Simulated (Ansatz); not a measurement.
Strength of the C–Ge bond: GeH(CH3)2(SiH3) → GeH(CH3)(SiH3) + CH3

Species: GeH(CH3)2(SiH3), singlet; GeH(CH3)(SiH3), doublet; CH3 (methyl radical) `[CH3]`, doublet. 

Shapes, held fixed at every level: PBE0-D4/def2-TZVP. Programs: Ansatz 0.2.0. Electronic energies: no zero-point or thermal term.

Q: Estimate ΔE of this reaction.

A: The highest level, CCSD(T)/def2-TZVPP, gives ΔE = +339.4 kJ/mol; the levels span +313.4 to +353.2. The column of differences is taken from that level and isn't an error. No measured value is set beside it here. Open shells run unrestricted unless RO is named. Relativity is left out for Ge unless named. Correlated rows may include outer-core shells of Ge, which these sets cover unevenly.

```csv
level,kind,ΔE (kJ/mol),less CCSD(T)/def2-TZVPP
PBE-D4/def2-TZVPP,GGA,+332.9,-6.5
r2SCAN-D4/def2-TZVPP,meta-GGA,+313.4,-26.0
PBE0-D4/def2-TZVPP,global hybrid,+331.1,-8.3
wB97X-V/def2-TZVPP,range-separated hybrid,+346.9,+7.5
B2PLYP/def2-TZVPP,double hybrid,+325.4,-14.0
MP2/def2-TZVPP,perturbation theory,+353.2,+13.8
CCSD/def2-TZVPP,coupled cluster or CI,+329.7,-9.7
CCSD(T)/def2-TZVPP,coupled cluster or CI,+339.4,0.0
```

Every level describes a strong C–Ge bond, with homolysis costing +339.4 kJ/mol at CCSD(T). The bond is a σ pair polarised towards carbon, and breaking it gives up both the covalent overlap and the correlation between its two electrons. Relaxation of the fragments recovers part of the cost: methyl becomes planar, while the germanium-centred radical stays pyramidal, with appreciable s character in its singly occupied orbital.

Correlation of the bond pair also shapes the wavefunction results. MP2 binds more strongly than CCSD(T), whereas CCSD binds less, which suggests that second-order theory overestimates the differential correlation and that connected triples favour the intact molecule. The density functionals show no steady improvement with complexity: PBE and PBE0 nearly coincide, so global exact exchange matters little here, while r2SCAN gives the weakest bond and the double hybrid also falls below PBE0. The strength of this bond doesn't identify the first site of thermal cleavage, since the Ge–Si bond is probably weaker.
